\section*{Solution key: structure--resonance theory and conjugated circuits, from naphthalene to the four-ring benzenoids}

\noindent\textbf{Model and data for all problems.} The carbon skeleton is a graph $G$ with $N$ atoms, each giving one $\pi$ electron. A Kekul\'e structure is a choice of $N/2$ double bonds that uses every atom once, and $K$ is the number of such structures. In the structure--resonance theory of Herndon (1973) the structures $|M\rangle$ are taken as orthonormal and all have the diagonal energy $E_0$. Two structures that differ by the cyclic shift of three double bonds round a six-membered circuit have the matrix element $-\gamma_1$; two that differ by the shift of five double bonds round a ten-membered circuit have $-\gamma_2$; all other elements are zero. The resonance energy is $\mathrm{RE}=E_0-E$, positive for stabilisation. The inputs are approximate empirical values, $\gamma_1=0.84$ eV and $\rho=\gamma_2/\gamma_1=0.40$, so $\gamma_2=0.336$ eV, or about $0.34$ eV. Parameters of this kind were fitted to resonance energies from semi-empirical SCF-MO calculations, which therefore cannot test them. Every energy below is the model's.

\subsection*{Problem 1. Derive RE for equal weights and express it through conjugated circuits}

Write $H=E_0\mathbf{1}-W$, where $W$ is the symmetric $K\times K$ matrix with zero diagonal and off-diagonal entries $\gamma_1$, $\gamma_2$ or $0$. The normalised equal-weight state is
\begin{equation}
|\Psi\rangle=\frac{1}{\sqrt K}\sum_{M}|M\rangle .
\end{equation}
Let $n_1$ and $n_2$ count the unordered pairs of structures coupled by $\gamma_1$ and by $\gamma_2$. Each pair appears twice in the double sum over $W$, so
\begin{equation}
\mathrm{RE}=\langle\Psi|W|\Psi\rangle=\frac1K\sum_{M,M'}W_{MM'}=\frac{2\,(n_1\gamma_1+n_2\gamma_2)}{K}.
\label{eq:srt}
\end{equation}

A circuit $C$ of $G$ is \emph{conjugated} in $M$ if its bonds are alternately single and double in $M$. Exchanging single and double bonds round such a circuit gives another Kekul\'e structure $M'$ that agrees with $M$ off $C$. Conversely, the bonds that are double in exactly one of two structures form closed alternating circuits with no atom in common, and $W_{MM'}$ is non-zero only when there is a single circuit, of six or of ten atoms. The couples (structure $M$, circuit $C$ conjugated in $M$) therefore correspond one to one with the ordered pairs $(M,M')$ that differ in one circuit. If $r_1(M)$ and $r_2(M)$ are the numbers of six- and ten-membered conjugated circuits in $M$, then
\begin{equation}
\sum_M r_1(M)=2n_1,\qquad \sum_M r_2(M)=2n_2 .
\end{equation}
The conjugated-circuit model of Randi\'c (1976) assigns an energy $R_m$ to each conjugated circuit of $4m+2$ atoms and averages over the structures. Kept to $m=1,2$ it reads
\begin{equation}
\mathrm{RE}=\frac1K\sum_M\left[r_1(M)R_1+r_2(M)R_2\right],
\label{eq:cc}
\end{equation}
which is Eq.~(\ref{eq:srt}) when $R_1=\gamma_1$ and $R_2=\gamma_2$. The bracket is the sum of row $M$ of $W$. The identity is one of form: the circuit model is usually carried to larger circuits, it gives circuits of $4m$ atoms a destabilising energy, and its customary parameters differ, about $0.87$, $0.25$ and $0.10$ eV for $R_1$, $R_2$, $R_3$. No $4m$ conjugated circuit occurs in the molecules treated here.

A third form is the quickest for counting. The circuit $C$ is conjugated in $M$ when $M$ places one of the two alternating patterns on $C$ and any Kekul\'e structure on the fragment $G-C$ left after deleting the atoms of $C$. With $K(G-C)=1$ for an empty fragment,
\begin{equation}
n_m=\sum_{|C|=4m+2}K(G-C),\qquad p_C=\frac{2K(G-C)}{K},\qquad \mathrm{RE}=\gamma_1\sum_{|C|=6}p_C+\gamma_2\sum_{|C|=10}p_C .
\label{eq:p}
\end{equation}
Here $p_C\le 1$ is the fraction of the structures in which $C$ is conjugated. The resonance energy is a sum over circuits, each weighted by this fraction, and all the trends below follow from how $p_C$ depends on the shape of the molecule.

\subsection*{Problem 2. Naphthalene, with benzene and azulene for comparison}

Naphthalene has three structures. In $|1\rangle$ the central bond C4a--C8a is double and both rings are conjugated. In $|0\rangle$ the bond C6--C7 is double, the ring that contains it is conjugated, the other ring is not, and the ten-atom perimeter is. Structure $|2\rangle$, with C2--C3 double, is the mirror image of $|0\rangle$. In the order $0,1,2$,
\begin{equation}
W=\begin{pmatrix}0&\gamma_1&\gamma_2\\ \gamma_1&0&\gamma_1\\ \gamma_2&\gamma_1&0\end{pmatrix}.
\label{eq:wn}
\end{equation}
The rows carry the circuit contents $R_1+R_2$, $2R_1$ and $R_1+R_2$, hence $n_1=2$, $n_2=1$ and
\begin{equation}
\mathrm{RE}=\frac{4R_1+2R_2}{3}=1.60\,\gamma_1=1.34\ \mathrm{eV}.
\end{equation}
Equation~(\ref{eq:p}) gives the same: deleting one ring leaves a butadiene fragment with one structure, deleting the perimeter leaves nothing, and all three circuits have $p_C=2/3$. The most frequent slip is the lost factor of two, which comes from counting pairs while dividing as for circuits. With the customary circuit parameters the result is $1.33$ eV, so the choice of parameter set hardly matters for this molecule.

The positive sign of $\gamma_2$ relative to $\gamma_1$ is an input. The product $W_{01}W_{12}W_{20}$ does not change when the phase of any structure is reversed, so no choice of phases produces or removes it. The model encodes the stabilisation by $4m+2$ circuits and does not derive it.

Benzene has $K=2$, $n_1=1$, $p_C=1$ and $\mathrm{RE}=\gamma_1$. Naphthalene has two rings, yet less than twice the resonance energy of benzene. The rings share a bond, and each is conjugated in only two structures of three. This costs $\tfrac23\gamma_1$, of which the perimeter returns $\tfrac23\gamma_2$.

Azulene, the isomer with fused five- and seven-membered rings, has the same ten-atom perimeter. If the bridging bond were double, chains of three and five atoms would remain, and a chain with an odd number of atoms has no Kekul\'e structure. The bridge is thus single in every structure, $K=2$, and odd rings cannot alternate. Only the perimeter is conjugated, $n_1=0$, $n_2=1$, and $\mathrm{RE}=\gamma_2$, provided the naphthalene value of $\gamma_2$ is carried over. Charge-separated structures and ring strain lie outside the model, so the gap to naphthalene is not an isomerisation energy.

\subsection*{Problem 3. Linear fusion: the acenes}

An acene of $r$ rings has $N=4r+2$ and consists of two chains of $2r+1$ atoms joined by $r+1$ rungs at the odd positions. A chain has an odd number of atoms, so at least one rung is double. Two successive double rungs would enclose an odd number of chain atoms, which cannot be paired among themselves. Exactly one rung is double, it fixes all other bonds, and $K=r+1$. Structures with rungs $j$ and $k$ double differ by the perimeter of the $|j-k|$ rings between them, a circuit of $4|j-k|+2$ atoms. Thus $n_m=r+1-m$, every circuit has $p_C=2/(r+1)$, and
\begin{equation}
\mathrm{RE}_r=\frac{2\left[r\gamma_1+(r-1)\gamma_2\right]}{r+1}=2(\gamma_1+\gamma_2)-\frac{2(\gamma_1+2\gamma_2)}{r+1}.
\label{eq:acene}
\end{equation}
The step on adding a ring is
\begin{equation}
\mathrm{RE}_{r+1}-\mathrm{RE}_r=\frac{2(\gamma_1+2\gamma_2)}{(r+1)(r+2)},
\end{equation}
which gives $0.50$, $0.25$, $0.15$ and $0.10$ eV from benzene through naphthalene, anthracene and tetracene to pentacene. The total saturates at $2(\gamma_1+\gamma_2)=2.35$ eV. The reason is visible in the rows of $W$: a structure has at most two conjugated hexagons and two conjugated ten-circuits, those that end on its double rung, however long the molecule.

\subsection*{Problem 4. Angular fusion: phenanthrene, chrysene, triphenylene}

In the zigzag series benzene, naphthalene, phenanthrene, chrysene, each inner ring keeps two adjacent unshared atoms. Take the four unshared atoms $a,b,c,d$ of the end ring. Either $ab$ and $cd$ are double and the remaining $r-1$ rings are free, or $bc$ is double and $a$ and $d$ pair with the two fusion atoms. In the second case the two unshared atoms of the next ring must pair with each other, and $r-2$ rings are free. Hence $K_r=K_{r-1}+K_{r-2}$ with $K_0=1$, $K_1=2$, so $K_r=F_{r+2}$ in terms of the Fibonacci numbers $F_1=F_2=1$. By the same argument a piece of $s$ rings that has lost its fusion atoms to a deleted circuit has $F_{s+1}$ structures. Deleting ring $i$, or rings $i$ and $i+1$, gives
\begin{equation}
n_1=\sum_{i=1}^{r}F_iF_{r-i+1},\qquad n_2=\sum_{i=1}^{r-1}F_iF_{r-i}.
\end{equation}
Phenanthrene has $K=5$, $n_1=2+1+2=5$ and $n_2=2$. Chrysene has $K=8$, $n_1=3+2+2+3=10$ and $n_2=2+1+2=5$. For a ring far from both ends $F_n\to\varphi^n/\sqrt5$ with $\varphi=(1+\sqrt5)/2$, and each added ring contributes
\begin{equation}
\frac{2}{\sqrt5}\left(\frac{\gamma_1}{\varphi}+\frac{\gamma_2}{\varphi^2}\right)=0.69\,\gamma_1=0.58\ \mathrm{eV}.
\label{eq:slope}
\end{equation}
The steps from naphthalene to phenanthrene and on to chrysene, $0.72\,\gamma_1$ and $0.68\,\gamma_1$, already bracket this limit.

In triphenylene three outer rings surround a central one. Eight structures have the three bonds between outer rings single and each outer ring in either of its two patterns. If one of those bonds is double all three must be, since otherwise some outer ring would be left with five atoms to pair, and this gives one more structure. So $K=9$. Deleting an outer ring leaves biphenyl with four structures, and deleting the central ring, or the central ring with one or two outer rings, leaves butadiene fragments with one. Thus $n_1=3\cdot4+1=13$, $n_2=3$ and $n_3=3$.

As a check on the counting, the $K(K-1)/2$ pairs must all be accounted for. Phenanthrene has ten: five hexagon pairs, two ten-circuit pairs, one pair related by the 14-atom perimeter, and two pairs in which both end rings shift at once. The last two involve two disjoint circuits and carry no matrix element.

\subsection*{Problem 5. Tabulate and explain the trend}

The column $n_3$ counts 14-membered circuits, which Eq.~(\ref{eq:srt}) omits, and $\lambda$ is the largest eigenvalue of $W$, discussed in Problem 6.

\begin{center}
\begin{tabular}{lrrrrrcccc}
\hline
molecule & $N$ & $K$ & $n_1$ & $n_2$ & $n_3$ & RE$/\gamma_1$ & RE (eV) & RE$/N$ (eV) & $\lambda/\gamma_1$\\
\hline
benzene      & 6  & 2 & 1  & 0 & 0 & 1.00 & 0.84 & 0.140 & 1.00\\
naphthalene  & 10 & 3 & 2  & 1 & 0 & 1.60 & 1.34 & 0.134 & 1.63\\
azulene      & 10 & 2 & 0  & 1 & 0 & 0.40 & 0.34 & 0.034 & 0.40\\
anthracene   & 14 & 4 & 3  & 2 & 1 & 1.90 & 1.60 & 0.114 & 1.99\\
phenanthrene & 14 & 5 & 5  & 2 & 1 & 2.32 & 1.95 & 0.139 & 2.37\\
tetracene    & 18 & 5 & 4  & 3 & 2 & 2.08 & 1.75 & 0.097 & 2.21\\
chrysene     & 18 & 8 & 10 & 5 & 2 & 3.00 & 2.52 & 0.140 & 3.09\\
triphenylene & 18 & 9 & 13 & 3 & 3 & 3.16 & 2.65 & 0.147 & 3.21\\
\hline
\end{tabular}
\end{center}

Three points earn credit.

First, $K$ stands in the denominator, so a large $K$ does not stabilise by itself. What counts is $2n_1/K$, the mean number of conjugated hexagons per structure. Tetracene and phenanthrene both have $K=5$, but these means are $8/5$ and $2$, and the smaller molecule has the larger resonance energy.

Second, naphthalene is the last member common to the linear and the zigzag series, and the third ring decides the course. In an acene $K(G-C)=1$ for every circuit, because deleting any circuit removes the freedom of the single double rung. Then $p_C$ falls as $2/(r+1)$, from $2/3$ in naphthalene to $1/2$ in anthracene and $2/5$ in tetracene, RE saturates, and RE$/N$ tends to zero. In the zigzag series the fragments left and right of a deleted ring keep their own structures, $K(G-C)$ grows with $r$ as fast as $K$, and $p_C$ stays finite. RE is then proportional to the length, and RE$/N$ tends to a quarter of Eq.~(\ref{eq:slope}), $0.145$ eV.

Third, the weight shifts between circuit sizes. Triphenylene has $p_C=8/9$ in each outer ring and $2/9$ in the centre, phenanthrene $4/5$ and $2/5$. Triphenylene gains on chrysene in the hexagon term, $26/9$ against $5/2$, and loses in the ten-circuit term, $2/3$ against $5/4$. The difference is $\tfrac{7}{18}\gamma_1-\tfrac{7}{12}\gamma_2$, positive only for $\rho<2/3$. The order of these two isomers thus depends on the parameter ratio, and at $\rho=0.40$ triphenylene leads by $0.13$ eV. Azulene is the opposite extreme, with the perimeter fully conjugated and no hexagon.

\subsection*{Problem 6. How large are the neglected terms?}

\emph{Equal weights.} Equation~(\ref{eq:srt}) is a Rayleigh quotient, so $\mathrm{RE}\le\lambda$. Since $W|\Psi\rangle$ has the row sums as its components, equality holds only if all structures have the same circuit content, as in benzene and azulene. For naphthalene, Eq.~(\ref{eq:wn}) in the basis $|1\rangle$, $(|0\rangle+|2\rangle)/\sqrt2$ has diagonal elements $0$ and $\gamma_2$ and coupling $\sqrt2\gamma_1$, so
\begin{equation}
\frac{\lambda}{\gamma_1}=\frac{\rho}{2}+\sqrt{2+\frac{\rho^2}{4}}=1.63,\qquad \lambda=1.37\ \mathrm{eV}.
\end{equation}
The gain is $0.024$ eV, or $1.8$ per cent. The weight of $|1\rangle$ is $2/(2+\lambda^2/\gamma_1^2)=0.430$ and the other two carry $0.285$ each. The double-bond character of C1--C2, a bond double in $|0\rangle$ and $|1\rangle$, rises from $2/3$ to $0.715$, and that of C2--C3 falls from $1/3$ to $0.285$. The pattern of bond alternation is kept and slightly sharpened.

For anthracene the symmetric block has diagonal elements $0$ and $\gamma_1$ and coupling $\gamma_1+\gamma_2$, which gives $\lambda/\gamma_1=\tfrac12+[\tfrac14+(1+\rho)^2]^{1/2}$. For the zigzag molecules, start from the structure in which every fusion bond is double and every ring conjugated. Any set of non-adjacent rings can be shifted independently, which yields $F_{r+2}$ distinct structures and so all of them. Each is a binary string with no two adjacent ones; $\gamma_1$ flips one bit and $\gamma_2$ exchanges adjacent $10$ and $01$. For phenanthrene $x=\lambda/\gamma_1$ is then the largest root of
\begin{equation}
x^4-(5+2\rho^2)x^2-4\rho x+2=0 .
\end{equation}
The last column of the table collects the results. The gain is largest for tetracene, $0.11$ eV or $6$ per cent, where the end structures have half the circuit content of the middle one. It is $0.07$ eV for anthracene and $0.05$ eV for phenanthrene and for triphenylene.

\emph{Larger circuits.} A coupling $\gamma_3$ round 14-membered circuits adds $2n_3\gamma_3/K$. With $\gamma_3$ of about $0.10$ eV, borrowed from the circuit parameters to fix the size, this is zero for naphthalene, $0.05$ eV for anthracene and chrysene, $0.04$ eV for phenanthrene, $0.08$ eV for tetracene and $0.07$ eV for triphenylene. It lifts the acene limit by $0.20$ eV.

\emph{Consequences.} The lead of phenanthrene over anthracene is $0.35$ eV with equal weights and $0.33$ eV with optimised weights, and $\gamma_3$ lowers it by $0.01$ eV, so it is secure within the model. The lead of triphenylene over chrysene drops to $0.10$ eV with optimised weights, while $\gamma_3$ adds $0.02$ eV; its sign survives and its size is known to one figure at best. For the longer acenes each correction is as large as the step per ring, so Eq.~(\ref{eq:acene}) gives the saturation but not the steps beyond tetracene, where structures with unpaired electrons, absent from the basis, also gain weight. The per-electron entries for benzene, phenanthrene and chrysene differ by less than the weight correction of $0.003$ eV for phenanthrene and are not ranked by the model.

\emph{Relation to the real molecules.} In thermochemical units the model's values are $19$ kcal/mol for benzene and $31$ kcal/mol for naphthalene, and its lead of phenanthrene over anthracene is $8.1$ kcal/mol, or $7.5$ kcal/mol with optimised weights. As typical knowledge, the resonance energies usually quoted from heats of hydrogenation or combustion are about 36 and 61 kcal/mol, so the model's values are roughly half as large, because its parameters refer to an acyclic conjugated polyene and not to isolated double bonds; and phenanthrene typically lies about 6 kcal/mol below anthracene, so the model, which contains no $\sigma$ or steric energy, overshoots that gap by a quarter to a third.